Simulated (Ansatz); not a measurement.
## La: pressure as volume scale varies

Plane-wave DFT, scalar-relativistic PAW made under PBE with cores redone for the functional, no dispersion; the given relaxed cell is scaled uniformly, energy at zero smearing counts from the unscaled cell, pressure at the given Fermi-Dirac smearing is positive in compression. The results are calculated, by Ansatz 0.2.0.

The cell before it is scaled or strained (space group P6_3/mmc, No. 194):
```
CELL_PARAMETERS angstrom
3.81950 0.00000 0.00000
-1.90980 3.30780 0.00000
0.00000 0.00000 12.24100
ATOMIC_POSITIONS crystal
La 0.00000 0.00000 0.00000
La 0.00000 0.00000 0.50000
La 0.33333 0.66667 0.75000
La 0.66667 0.33333 0.25000
```

Settings of every row: spin polarised yes; functional revPBE; wave cutoff 420 eV; smearing width 0.05 eV; k mesh 13x13x4.

Atom:
| element | starting moment (Bohr magneton) |
| --- | --- |
| La | 1 |
| La | 1 |
| La | 1 |
| La | 1 |

| row | volume scale | V (Å³/atom) | pressure (GPa) | energy change per atom (meV) |
| --- | --- | --- | --- | --- |
| 1 | 0.88 | 34.024 | 3.44 | 44.62 |
| 2 | 0.92 | 35.571 | 2.1 | 18.51 |
| 3 | 0.96 | 37.117 | ? | ? |
| 4 | 1.04 | 40.21 | -0.93 | 4.97 |
| 5 | 1.08 | 41.757 | -1.71 | 17.96 |
| 6 | 1.12 | 43.303 | -2.39 | 38 |

Largest site moment is 0 Bohr magneton in every row.

Question: what pressure should row 3 give?

Worked fit of pressure. Take u = (V_r/V)^(2/3) − 1 with V_r = 40.21 Å³ an atom, which is twice the finite (Eulerian) strain; such expansions in the strain, on which the Birch-Murnaghan equation of state is built, carry the rest volume and the bulk modulus. The shown rows have u = 0.1178, 0.08516, 0, -0.02485, -0.0482. Least squares give pressure = −0.936 + 32.15 × u + 42.13 × u² GPa; a straight line predicts inner rows, each left out in turn, worse (root mean square 0.12 against 0.012 GPa). The rows lie off it by 0.00, -0.01, 0.01, 0.00, 0.00. The pressure vanishes at u = 0.0281, or V = 38.57 Å³ an atom, and there the bulk modulus at fixed shape and fractions is B = −V dP/dV = (2/3)(1 + u) dP/du = 23.7 GPa. Letting shape and atoms relax would as a rule lower it, by much in layered, chain or molecular crystals. The withheld row has u = 0.05481, so the fit gives −0.936 + 32.15 × (0.05481) + 42.13 × (0.05481)² = 0.95 GPa.

The calculation gave 0.96 GPa. The fit lies 0.01 GPa (0.17 % of the column's range) below it, one unit of the last digit.

The other values of row 3: energy change per atom 4.12 meV.
